\section*{Question}

In nitroxide-mediated polymerization a dormant alkoxyamine I dissociates reversibly, I $\rightleftharpoons$ R + Y, with $K=k_d/k_c$. Only the carbon radical R terminates with itself; the nitroxide Y does not. I keep meeting the laws $[\mathrm Y]\propto t^{1/3}$, $[\mathrm R]\propto t^{-1/3}$ and $\ln(M_0/M)\propto t^{2/3}$, said to hold for $K\ll I_0k_c/k_t$. Where do the cube roots come from? Is there a minimal model, solvable in closed form, from which both the laws and the condition can be read off? How small is ``much less'', and what comes out for butyl acrylate at 393 K?

\section*{Answer}

Three reactions and two concentrations are enough. The power laws are the late-time form of the root of one cubic, $x^3+3x=4+3\theta$, and they hold between two times $t_1$ and $t_2$ whose ratio is fixed by $K(1+2k_t/k_c)/I_0$.

\subsection*{The model}

Let $R$, $Y$, $I$, $M$ be concentrations in mol/L (M). At $t=0$ there is only alkoxyamine, $I=I_0$, and monomer, $M=M_0$. All rate constants are independent of chain length and conversion, the starting alkoxyamine behaves like a dormant chain, and the temperature is fixed. Termination removes radicals at the rate $2k_tR^2$:
\begin{align}
\dot Y&=k_dI-k_cRY,\qquad I=I_0-Y,\\
\dot R&=k_dI-k_cRY-2k_tR^2,\\
\dot M&=-k_pRM .
\end{align}
Fischer's analysis (1997) writes the loss as $k_tR^2$, so that every $6k_t$ below appears there as $3k_t$. Propagation turns one R into another, so monomer is a passive counter, $\ln(M_0/M)=k_p\int_0^tR\,dt'$. Subtracting (2) from (1) gives an exact statement about the excess $Z=Y-R$:
\begin{equation}
\dot Z=2k_tR^2 .
\end{equation}
$Z$ is the concentration of radicals lost to termination. Each lost radical leaves one nitroxide without a partner, and nothing removes that nitroxide except capture of another radical.

\subsection*{The power laws}

Make three assumptions: capture balances dissociation, $RY=KI$; little alkoxyamine is lost, $I=I_0$; and $Y\gg R$, so $Z=Y$. Then (4) becomes $Y^2\dot Y=2k_tK^2I_0^2$, and with $Y(0)=0$
\begin{align}
Y_\infty&=(6k_tK^2I_0^2\,t)^{1/3},\\
R_\infty&=\frac{KI_0}{Y_\infty}=\Big(\frac{KI_0}{6k_t}\Big)^{1/3}t^{-1/3},\\
L_\infty&=\ln\frac{M_0}{M}=\frac32k_p\Big(\frac{KI_0}{6k_t}\Big)^{1/3}t^{2/3}.
\end{align}
The cube root is a count of powers: the source of $Y$ is second order in $R$, and $R\propto1/Y$, so $Y^3$ grows linearly in time. The assumptions fail at both ends, since $R_\infty$ diverges at $t=0$ and $Y_\infty$ eventually exceeds $I_0$. Each end can be solved.

\subsection*{Early end: finite $k_d$ and $k_c$, constant $I$}

Keep $I=I_0$ and drop the other two assumptions. With $Y=R+Z$, (2) reads $\dot R=k_dI_0-aR^2-k_cRZ$, where $a=k_c+2k_t$. Define
\begin{equation}
R_*=\sqrt{\frac{k_dI_0}{a}},\qquad \tau=\frac1{aR_*},\qquad \nu=\frac{2k_tk_cR_*}{a},\qquad \epsilon=\nu\tau=\frac{2k_tk_c}{(k_c+2k_t)^2},
\end{equation}
and $\rho=R/R_*$, $w=k_cZ/(aR_*)$, $\theta=\nu t$. Dividing the $R$ equation by $k_dI_0=aR_*^2$, one finds with no further approximation
\begin{equation}
\epsilon\frac{d\rho}{d\theta}=1-\rho^2-w\rho,\qquad \frac{dw}{d\theta}=\rho^2,\qquad \rho(0)=w(0)=0 .
\end{equation}
Four constants have collapsed into one parameter. With $g=2k_t/k_c$ it is $\epsilon=g/(1+g)^2\le1/4$, and it vanishes both for $k_c\gg2k_t$ and for $k_c\ll2k_t$.

On the short time $\tau$, $w$ is of order $\epsilon$ and negligible in the first equation, so $\rho=\tanh(t/\tau)$ and R rises to $R_*$. Integrating (4) over this rise gives $Y=R+\frac{g}{1+g}R_*\,[t/\tau-\tanh(t/\tau)]$. Thus Y equals R for $t\ll\tau$, and throughout the rise only when $g\ll1$; for large $g$, $Y\simeq R_*t/\tau=k_dI_0t$ keeps growing while R saturates. After the rise set $\epsilon=0$, which is the steady state for R, and put $x=1/\rho$. The first equation gives $w=x-1/x$, the second $(1+x^{-2})\,dx/d\theta=x^{-2}$, that is $(x^2+1)\,dx=d\theta$. Since $w=0$ means $x=1$,
\begin{equation}
\frac{x^3}{3}+x-\frac43=\theta .
\end{equation}
The identity $\sinh3\phi=4\sinh^3\phi+3\sinh\phi$ with $x=2\sinh\phi$ solves it:
\begin{equation}
x(t)=2\sinh\Big[\tfrac13\operatorname{arsinh}\big(2+\tfrac32\nu t\big)\Big].
\end{equation}
Everything else follows from $x$. Because $Z=(1+g)R_*w$ and $\int\rho\,d\theta=\int(x+1/x)\,dx$,
\begin{align}
R&=R_*/x,\qquad Y=R_*\big[(1+g)x-g/x\big],\\
L&=A\Big[\frac{x^2-1}{2}+\ln x\Big],\qquad A=\frac{k_pR_*}{\nu}=\frac{k_p(k_c+2k_t)}{2k_tk_c}.
\end{align}
This is the smallest closed solution, and it is exact for the constant-$I$ model in either limit $g\to0$ or $g\to\infty$ once $t\gg\tau$. The product $RY=KI_0[1-g/((1+g)x^2)]$ shows the equilibrium being approached from below as termination loses the competition with capture.

For large $\theta$ let $x_\infty=(3\theta)^{1/3}=(t/t_1)^{1/3}$, with $t_1=1/(3\nu)$. Inserting (8) shows that $R_*/x_\infty$, $(1+g)R_*x_\infty$ and $Ax_\infty^2/2$ are exactly (6), (5) and (7); $k_d$ and $k_c$ survive only as $K$. The cubic gives $x=x_\infty-x_\infty^{-1}+\frac43x_\infty^{-2}+\dots$, hence
\begin{equation}
\frac R{R_\infty}\simeq1+\frac1{x_\infty^2},\qquad \frac Y{Y_\infty}\simeq1-\frac{1+2g}{1+g}\frac1{x_\infty^2},\qquad \frac L{L_\infty}\simeq1+\frac{2\ln x_\infty-3}{x_\infty^2}.
\end{equation}

The cost of setting $\epsilon=0$ can be found to first order. In terms of $x$, (9) says $w=x-1/x+(\epsilon/x)\,dx/d\theta$, so $w$ gains $\epsilon h(x)$ with $h=1/[x(x^2+1)]$, and $d\theta=x^2dw$. During the rise, $\int\tanh^2$ lags by one unit, so just after it $w=\theta-\epsilon$; near $x=1$ also $w=2(x-1)+\epsilon/2$, which starts the slow stage at $\theta=2(x-1)+3\epsilon/2$. Therefore
\begin{equation}
\theta=\frac{x^3}3+x-\frac43+\epsilon\Big[\frac32-\int_1^x\frac{3u^2+1}{(u^2+1)^2}\,du\Big]+O(\epsilon^2).
\end{equation}
The integral grows steadily to $(\pi+1)/2$, so the bracket falls from $3/2$ to $1-\pi/2=-0.571$. As $\epsilon/\nu=\tau$, the correction is a shift of the clock by between $+1.5\tau$ and $-0.571\tau$. The same bookkeeping for $\int\rho\,d\theta=\int x\,dw$ (lag $\epsilon\ln2$ in the rise, $\int_1^\infty u\,h'(u)\,du=-(1+\ln2)/2$) leaves a late offset $\epsilon A(1-\frac32\ln2)$ in $L$.

\subsection*{Late end: loss of alkoxyamine}

For $t\gg t_1$ the equilibrium and $Y\gg R$ are safe, and $I=I_0-Y$ can be restored. With $y=Y/I_0$, $R=K(1-y)/y$ and (4) gives $y^2\,dy/(1-y)^2=2k_tK^2dt/I_0$. Define $t_2=I_0/(6k_tK^2)$, the time at which (5) would reach $I_0$, so that $y_\infty=(t/t_2)^{1/3}$. Integration yields
\begin{align}
\frac1{1-y}+2\ln(1-y)-(1-y)&=\frac{t}{3t_2},\\
L&=\frac{k_pI_0}{2k_tK}\big[-y-\ln(1-y)\big].
\end{align}
Equation (16) is the form given by Tang, Fukuda and Matyjaszewski (2006). Its left side is $y^3/3+y^4/2+\dots$, so $y\simeq y_\infty(1-y_\infty/2)$ and
\begin{equation}
\frac Y{Y_\infty}\simeq\frac R{R_\infty}\simeq1-\frac{y_\infty}2,\qquad \frac L{L_\infty}\simeq1-\frac{y_\infty}3 .
\end{equation}

\subsection*{The condition}

At $t_1$ the power law has $Y_\infty=(1+g)R_*=\eta I_0$, and at $t_2$ it has $Y_\infty=I_0$, so
\begin{equation}
\frac{t_2}{t_1}=\eta^{-3},\qquad \eta^2=\frac K{I_0}\Big(1+\frac{2k_t}{k_c}\Big).
\end{equation}
A window $t_1\ll t\ll t_2$ exists only for $\eta\ll1$. This contains two demands. One is $K\ll I_0k_c/(2k_t)$, the quoted condition up to a factor of two; it is the stricter one when $2k_t>k_c$. The other is $K\ll I_0$, which takes over when $k_c>2k_t$. The first has a simple meaning: for large $g$ one has $k_dt_1\simeq\eta/3$ (in general $k_dt_1=\eta(1+g)/(3g)$), and in that stage nearly every dissociation ends in termination. Enough nitroxide must pile up to trap R before a noticeable part of the alkoxyamine has been spent in making it. The condition guarantees only that a window exists. The laws still need $t$ to lie inside it.

``Much less'' can be quantified. Ask that the early and the late deviation of $R$ each stay below $\delta$. From (14) and (18), $t>t_1\delta^{-3/2}$ and $t<8\delta^3t_2$, which is possible only if
\begin{equation}
\eta^2<4\delta^3 .
\end{equation}
One per cent needs $\eta^2<4\times10^{-6}$ and ten per cent needs $\eta^2<4\times10^{-3}$. The two deviations have opposite signs and cancel at one instant, which does not lengthen the interval over which both are small.

\subsection*{Numbers for butyl acrylate at 393 K}

The inputs are assumed round values, of the size typical for secondary acrylate chain ends capped by a nitroxide of the TIPNO type: $k_d=3\times10^{-3}$ s$^{-1}$, $k_c=3\times10^{7}$, $k_t=1\times10^{8}$ and $k_p=9\times10^{4}$ L mol$^{-1}$ s$^{-1}$, with $I_0=0.05$ M. All results below belong to the model with these inputs.

Then $K=1.0\times10^{-10}$ M, against $I_0k_c/k_t=0.015$ M. Further $g=6.67$, $a=2.3\times10^8$ L mol$^{-1}$ s$^{-1}$, $R_*=0.808$ $\mu$M, $\tau=5.38$ ms, $\nu=21.07$ s$^{-1}$, $\epsilon=0.113$ and $A=3.45\times10^{-3}$. The window runs from $t_1=15.8$ ms to $t_2=8.33\times10^9$ s, with $\eta^2=1.53\times10^{-8}$ and $t_2/t_1=5.27\times10^{11}$. With $t$ in seconds the power laws are $R_\infty=2.03\times10^{-7}\,t^{-1/3}$ M, $Y_\infty=2.47\times10^{-5}\,t^{1/3}$ M and $L_\infty=0.0274\,t^{2/3}$. The closed solution (11)--(13) compares with them as follows.

\begin{center}
\begin{tabular}{rrrrrrrr}
$t$/s & $x$ & $R$/nM & $R/R_\infty$ & $Y$/$\mu$M & $Y/Y_\infty$ & $L$ & $L/L_\infty$\\ \hline
1 & 3.820 & 211 & 1.043 & 22.2 & 0.902 & 0.0281 & 1.026\\
10 & 8.484 & 95.2 & 1.012 & 51.9 & 0.977 & 0.130 & 1.022\\
100 & 18.44 & 43.8 & 1.003 & 114 & 0.995 & 0.595 & 1.009\\
1000 & 39.81 & 20.3 & 1.001 & 246 & 0.999 & 2.74 & 1.003
\end{tabular}
\end{center}

The third decimal of the ratios describes the closed form, and two omitted terms touch it. The clock shift lies between $+8.1$ ms and $-3.1$ ms, which moves $R$ by less than 0.3 per cent at 1 s and by less afterwards; the late offset in $L$ is $-1.6\times10^{-5}$. Loss of alkoxyamine matters in the last row, where $y_\infty=0.0049$ lowers the $R$ and $Y$ ratios by 0.0025 and the $L$ ratio by 0.0016. The nitroxide converges more slowly than the radical, by the factor $(1+2g)/(1+g)=1.87$.

For $R$, the one per cent window extends from $10^3t_1=15.8$ s to $8\times10^{-6}t_2=18.5$ h. At the upper end $y_\infty=0.02$, and solving (16) gives $y=0.0198$ and $R/R_\infty=0.990$, as (18) predicts. The smallest common bound from (20) is $\delta=(\eta^2/4)^{1/3}=0.0016$, reached near 256 s. Ninety per cent conversion, $L=\ln10$, falls at $7.7\times10^2$ s or 13 min, well inside the window. By then $y=0.0045$, so fewer than one chain in two hundred is dead.

To see the condition fail, lower $k_c$ to $3\times10^4$ L mol$^{-1}$ s$^{-1}$ and keep the rest, a purely illustrative change. Now $K=1.0\times10^{-7}$ M is still 150 times smaller than $I_0k_c/k_t$, yet $\eta^2=0.013$ and the leading-order bound is $\delta\approx0.15$. Two orders of magnitude in the inequality do not give a clean $t^{-1/3}$.

\subsection*{What the model leaves out}

\emph{Few dead chains does not mean narrow chains.} At 90 per cent conversion $k_dt=2.3$, so a fraction $e^{-k_dt}=0.10$ of the alkoxyamine has never opened. The power laws say nothing about this, because they depend on $K$ alone, while the chain-length distribution depends on $k_d$.

\emph{Free nitroxide.} Acrylates are therefore usually run with some nitroxide added at the start. With $Y(0)=Y_0\gg\eta I_0$ and $Y\ll I_0$ the same integration gives
\begin{equation}
Y^3=Y_0^3+6k_tK^2I_0^2\,t,\qquad L=\frac{k_p\,(Y^2-Y_0^2)}{4k_tKI_0}.
\end{equation}
For a typical $Y_0=0.05\,I_0=2.5$ mM the two terms in $Y^3$ become equal only after 289 h. Long before that $R\simeq KI_0/Y_0=2.0$ nM is constant, $L$ is linear in time with slope $1.8\times10^{-4}$ s$^{-1}$, and 90 per cent conversion takes 3.6 h, with $k_dt=38$. The $t^{2/3}$ law is not visible in such a run.

\emph{Other sources and sinks.} A radical source $R_i$, such as thermal self-initiation, changes (4) to $\dot Z=2k_tR^2-R_i$ and stops the growth of $Y$ when the two terms meet. The termination rate to compare it with is $3.8\times10^{-7}$ M/s at 100 s and $8.2\times10^{-8}$ M/s at 1000 s. A first-order loss of nitroxide competes with $\dot Y/Y=1/(3t)$, which is $3.3\times10^{-4}$ s$^{-1}$ at 1000 s. A $k_t$ that falls with chain length and viscosity enters (5) through $\int k_t\,dt$ and bends the exponents.

\emph{Backbiting.} This term rivals the mechanism itself. An acrylate chain end moves its radical to a tertiary mid-chain position by intramolecular hydrogen transfer, with a typical rate constant of about $3\times10^3$ s$^{-1}$ at 393 K. The capture frequency at 100 s is $k_cY=3.4\times10^3$ s$^{-1}$, so the chance of backbiting before recapture is 0.47; with 2.5 mM of free nitroxide it is 0.038. Mid-chain radicals add monomer far more slowly, terminate, and have their own equilibrium with Y. If the radical kinds stay in fixed proportion, the structure $R\propto1/Y$, $\dot Z\propto R^2$ survives with effective constants and so do the exponents. The proportion does drift as $M$ falls and $Y$ rises, so for real butyl acrylate the $2/3$ is approximate even where the table shows the three-reaction model obeying it to one per cent.

As typical knowledge and not as a measurement, butyl acrylate with a TIPNO-type nitroxide and about five per cent free nitroxide needs of the order of ten hours to reach 90 per cent near this temperature. The model's 3.6 h is too fast by roughly a factor of three. In that regime the rate is proportional to $k_pK$. Without free nitroxide, (7) gives $t_{90}\propto k_p^{-3/2}K^{-1/2}$, so the same miss would lengthen the model's 13 min by a factor of 1.7 if it lay wholly in $K$ and by 5.2 if it lay wholly in $k_p$.